Radial electron density 4πr²n of the spherical Ti⁴⁺ ion (Z = 22, [Ar]) from all-electron Hartree-Fock at the basis-set limit, computed with the B-spline radial atomic code, version 1. The non-relativistic run uses a point nucleus and the four-component Dirac-Coulomb run a Fermi nucleus (rms radius 3.5921 fm); both are averaged over the nl configuration.

## Script

```python
# Table: radial density 4 pi r^2 n(r) of Ti4+ [Ar], B-spline atomic code, non-rel. HF (point nucleus)
# and Dirac-Coulomb HF (Fermi nucleus). Tested: Dirac/non-rel. ratio against (A) hydrogenic 1s r^(2 gamma) law,
# (B) one uniform contraction, (C) subshell-wise contraction, and the tail against orbital energies.
T = {
    'r': [0.000909, 0.00129, 0.00184, 0.00262, 0.00373, 0.0053, 0.00755, 0.0107, 0.0153, 0.0217, 0.0309, 0.044, 0.0626, 0.0891, 0.127, 0.18, 0.257, 0.365, 0.52, 0.74, 1.05, 1.5, 2.13, 3.03],  # bohr
    'D_nr': [0.07117, 0.141, 0.2799, 0.5484, 1.059, 1.995, 3.667, 6.415, 10.72, 16.32, 22.22, 25.84, 24.79, 20.67, 20.2, 25.81, 27.26, 16.91, 7.781, 9.02, 8.35, 3.004, 0.3572, 0.009622],  # electrons/bohr
    'D_dirac': [0.07934, 0.1557, 0.3064, 0.5948, 1.138, 2.125, 3.87, 6.709, 11.11, 16.76, 22.62, 26.07, 24.83, 20.67, 20.34, 26.0, 27.27, 16.78, 7.767, 9.062, 8.325, 2.976, 0.3525, 0.009473],  # electrons/bohr
    'ratio': [1.115, 1.105, 1.095, 1.085, 1.075, 1.065, 1.055, 1.046, 1.036, 1.027, 1.018, 1.009, 1.002, 1.0, 1.007, 1.008, 1.0, 0.993, 0.998, 1.005, 0.997, 0.991, 0.987, 0.985],
}
import numpy as np
from scipy.constants import alpha, physical_constants as pc
from scipy.special import gamma as G, genlaguerre
from scipy.interpolate import CubicSpline
from scipy.integrate import cumulative_trapezoid as ct
r, Dn, Dd = (np.array(T[k], float) for k in ('r', 'D_nr', 'D_dirac'))
Z, q = 22, 5
R = Dd/Dn; x = np.log(r)
hu = lambda D: 0.5*10**(np.floor(np.log10(D))-3)/D
fl = hu(Dn)+hu(Dd)
# further output of the same calculation: (n, l, occ, <r> bohr), orbital energies, contact densities, rms radius
NR = [(1,0,2,0.070123),(2,0,2,0.32493),(2,1,6,0.28934),(3,0,2,0.98077),(3,1,6,1.0334)]
DI = [(1,0,2,0.069537),(2,0,2,0.32215),(2,1,2,0.28663),(2,1,4,0.28921),(3,0,2,0.9749),(3,1,2,1.0274),(3,1,4,1.0337)]
e3s, e3p, d3s, d3p1, d3p3 = -4.7684, -3.6508, -4.8029, -3.6726, -3.6442
n0n, n0d, rms = 7133.918, 8410.836, 3.5921e-15/pc['Bohr radius'][0]
g = np.sqrt(1-(Z*alpha)**2)
A = 2*(2*Z*r)**(2*g-2)/G(2*g+1)
inn = r < 0.012
p, c = np.polyfit(x[inn], np.log(R[inn]), 1)
sl = CubicSpline(x, np.log(Dn))(x, 1); out = r > 0.06
eps = np.sum((R-1)[out]*(1+sl)[out])/np.sum((1+sl)[out]**2); B = 1+eps*(1+sl)
def P2(n, l, rm, rel=False):
    if rel and n == 1:
        z = (2*g+1)/(2*rm); return (2*z)**(2*g+1)*r**(2*g)*np.exp(-2*z*r)/G(2*g+1)
    z = (3*n*n-l*(l+1))/(2*rm); u = 2*z*r/n
    return (z/n**2)*G(n-l)/G(n+l+1)*u**(2*l+2)*np.exp(-u)*genlaguerre(n-l-1, 2*l+1)(u)**2
sh = np.array([sum(o*P2(n, l, m) for n, l, o, m in NR if n == k) for k in (1, 2, 3)])
C = sum(o*P2(n, l, m, True) for n, l, o, m in DI)/sh.sum(0)
print(f"Za={Z*alpha:.4f} gamma={g:.5f} 2g-2={2*g-2:.5f}; fitted exponent (r<0.012)={p:.5f}")
print(f"A crosses 1 at r={(G(2*g+1)/2)**(1/(2*g-2))/(2*Z):.4f} bohr; mean R-A (r<0.012)={np.mean((R-A)[inn]):.4f}")
print(f"contact ratio={n0d/n0n:.4f}, met by fit at r={np.exp((np.log(n0d/n0n)-c)/p):.2e}; rms={rms:.2e} bohr; r1/rms={r[0]/rms:.1f}")
cu = Dn/(4*np.pi*r**2*n0n*np.exp(-2*Z*r))
print("cusp check D_nr/(4pi r^2 n0 exp(-2Zr)), rows 1-6:", np.round(cu[:6], 4))
ref = {(n, l): m for n, l, o, m in NR}
print("<r> shrink % 1s 2s 2p1/2 2p3/2 3s 3p1/2 3p3/2:", [round(100*(1-m/ref[n, l]), 2) for n, l, o, m in DI])
print("<r> shrink % K L M:", [round(100*(1-sum(o*m for n, l, o, m in DI if n == k)/sum(o*m for n, l, o, m in NR if n == k)), 2) for k in (1, 2, 3)])
print(f"1s exponent from <r>: non-rel {1.5/NR[0][3]:.3f}, Dirac form {(2*g+1)/(2*DI[0][3]):.3f} /bohr; B eps={100*eps:.3f} %")
print("r/bohr  R=Dd/Dn  then x1000: R-1 floor R-A R-B R-C | dlnD/dlnr | main shell in C")
for i in range(len(r)):
    k = sh[:, i].argmax()
    print(f"{r[i]:.3g} {R[i]:.4f} {1e3*(R[i]-1):+.1f} {1e3*fl[i]:.1f} {1e3*(R-A)[i]:+.1f} {1e3*(R-B)[i]:+.1f} {1e3*(R-C)[i]:+.1f} | {sl[i]:+.2f} | {'KLM'[k]} {100*sh[k, i]/sh[:, i].sum():.0f}%")
mid = out & (r < 1.6); rm_ = lambda v, m: 1e3*np.sqrt(np.mean(v[m]**2))
for nm, m in (("r>0.06", out), ("0.06-1.6", mid)):
    print(f"rms x1000 {nm}: R-1 {rm_(R-1, m):.1f}, A {rm_(R-A, m):.1f}, B {rm_(R-B, m):.1f}, C {rm_(R-C, m):.1f}")
print("worst row r: A, B, C (r>0.06):", [float(r[out][np.abs((R-M)[out]).argmax()]) for M in (A, B, C)])
ex = lambda y, s: [i for i in range(1, len(y)-1) if s*y[i] > s*y[i-1] and s*y[i] > s*y[i+1]]
mn, mx = ex(R, -1), ex(R, 1)
print("ratio minima r:", r[mn], "maxima r:", r[mx], "| D_nr maxima:", r[ex(Dn, 1)], "minima:", r[ex(Dn, -1)])
print("rises min->max:", [f"{R[j]-R[i]:.4f} ({(R[j]-R[i])/(fl[i]+fl[j]):.0f} floors)" for i, j in zip(mn, mx)])
def lnD(e, rr):
    k = np.sqrt(-2*e); return 2*q/k*np.log(rr)-2*k*rr
a, b = r[-2], r[-1]; d = lambda e: lnD(e, b)-lnD(e, a)
print("kappa /bohr 3p, 3p1/2, 3p3/2, 3s nr, 3s Dirac:", np.round(np.sqrt(-2*np.array([e3p, d3p1, d3p3, e3s, d3s])), 4))
print(f"tail ln D_nr change {a}->{b}: table {np.log(Dn[-1]/Dn[-2]):.3f}, 3p law {d(e3p):.3f}, 3s law {d(e3s):.3f}")
t = np.log(R[-1]/R[-2])
print(f"tail ln ratio change: table {t:.4f} (floor {fl[-1]+fl[-2]:.4f}), 3p 2:4 mix {(2*d(d3p1)+4*d(d3p3))/6-d(e3p):.4f}")
print(f"  3p1/2 only {d(d3p1)-d(e3p):.4f}, 3p3/2 only {d(d3p3)-d(e3p):.4f}, 3s {d(d3s)-d(e3s):.4f}, B {np.log(B[-1]/B[-2]):.4f}")
Q = ct(r*(Dd-Dn), x, initial=0)
print(f"coarse integrals: N_nr={ct(r*Dn, x)[-1]:.2f} e; extra Dirac charge inside r: max {Q.max():.3f} at {r[Q.argmax()]}, min(r>0.06) {Q[out].min():.3f}, end {Q[-1]:.3f} e")
assert abs(p-(2*g-2)) < 0.003
assert len(mn) == 2 and len(mx) == 2 and all(R[j]-R[i] > 5*(fl[i]+fl[j]) for i, j in zip(mn, mx))
assert np.all(np.abs(R-np.array(T['ratio'])) < 1.2e-3)
assert -0.006 < t < 0
```

Output:

```
Za=0.1605 gamma=0.98703 2g-2=-0.02594; fitted exponent (r<0.012)=-0.02582
A crosses 1 at r=0.0569 bohr; mean R-A (r<0.012)=0.0015
contact ratio=1.1790, met by fit at r=1.03e-04; rms=6.79e-05 bohr; r1/rms=13.4
cusp check D_nr/(4pi r^2 n0 exp(-2Zr)), rows 1-6: [1.     1.0004 1.     1.0001 1.0005 1.0003]
<r> shrink % 1s 2s 2p1/2 2p3/2 3s 3p1/2 3p3/2: [0.84, 0.86, 0.94, 0.04, 0.6, 0.58, -0.03]
<r> shrink % K L M: [0.84, 0.48, 0.28]
1s exponent from <r>: non-rel 21.391, Dirac form 21.385 /bohr; B eps=0.167 %
r/bohr  R=Dd/Dn  then x1000: R-1 floor R-A R-B R-C | dlnD/dlnr | main shell in C
0.000909 1.1148 +114.8 0.1 +1.5 +109.9 +9.0 | +1.96 | K 92%
0.00129 1.1043 +104.3 0.7 +1.0 +99.3 +7.7 | +1.94 | K 92%
0.00184 1.0947 +94.7 0.3 +1.6 +89.8 +7.4 | +1.92 | K 92%
0.00262 1.0846 +84.6 0.2 +1.5 +79.8 +6.5 | +1.89 | K 92%
0.00373 1.0746 +74.6 0.9 +1.4 +69.9 +5.6 | +1.84 | K 92%
0.0053 1.0652 +65.2 0.5 +1.7 +60.5 +5.2 | +1.77 | K 91%
0.00755 1.0554 +55.4 0.3 +1.6 +50.9 +4.3 | +1.67 | K 91%
0.0107 1.0458 +45.8 0.2 +1.5 +41.6 +3.5 | +1.53 | K 91%
0.0153 1.0364 +36.4 0.9 +1.7 +32.5 +3.0 | +1.33 | K 91%
0.0217 1.0270 +27.0 0.6 +1.6 +23.5 +2.3 | +1.06 | K 91%
0.0309 1.0180 +18.0 0.4 +2.0 +15.2 +2.0 | +0.67 | K 90%
0.044 1.0089 +8.9 0.4 +2.2 +7.0 +1.6 | +0.17 | K 88%
0.0626 1.0016 +1.6 0.4 +4.1 +0.6 +2.4 | -0.41 | K 84%
0.0891 1.0000 +0.0 0.5 +11.6 -0.9 +5.2 | -0.44 | K 69%
0.127 1.0069 +6.9 0.5 +27.5 +4.6 +4.5 | +0.43 | L 63%
0.18 1.0074 +7.4 0.4 +36.8 +4.6 -2.2 | +0.66 | L 86%
0.257 1.0004 +0.4 0.4 +38.7 -0.5 -4.6 | -0.50 | L 87%
0.365 0.9923 -7.7 0.6 +39.4 -5.5 -1.8 | -2.31 | L 89%
0.52 0.9982 -1.8 0.1 +54.0 -1.9 +17.1 | -0.94 | L 99%
0.74 1.0047 +4.7 0.1 +69.0 +1.8 -6.9 | +0.73 | M 93%
1.05 0.9970 -3.0 0.1 +69.8 -2.3 -2.6 | -1.40 | M 100%
1.5 0.9907 -9.3 0.3 +72.1 -3.7 +2.9 | -4.37 | M 100%
2.13 0.9868 -13.2 0.3 +76.5 -1.5 +9.2 | -7.97 | M 100%
3.03 0.9845 -15.5 0.1 +82.5 +4.1 +17.0 | -12.74 | M 100%
rms x1000 r>0.06: R-1 7.6, A 54.6, B 3.1, C 8.2
rms x1000 0.06-1.6: R-1 5.3, A 48.0, B 3.2, C 6.6
worst row r: A, B, C (r>0.06): [3.03, 0.365, 0.52]
ratio minima r: [0.0891 0.365 ] maxima r: [0.18 0.74] | D_nr maxima: [0.044 0.257 0.74 ] minima: [0.127 0.52 ]
rises min->max: ['0.0074 (8 floors)', '0.0123 (18 floors)']
kappa /bohr 3p, 3p1/2, 3p3/2, 3s nr, 3s Dirac: [2.7021 2.7102 2.6997 3.0882 3.0993]
tail ln D_nr change 2.13->3.03: table -3.614, 3p law -3.560, 3s law -4.417
tail ln ratio change: table -0.0024 (floor 0.0004), 3p 2:4 mix -0.0024
  3p1/2 only -0.0184, 3p3/2 only 0.0056, 3s -0.0242, B -0.0081
coarse integrals: N_nr=17.99 e; extra Dirac charge inside r: max 0.035 at 0.257, min(r>0.06) -0.001, end -0.001 e
```
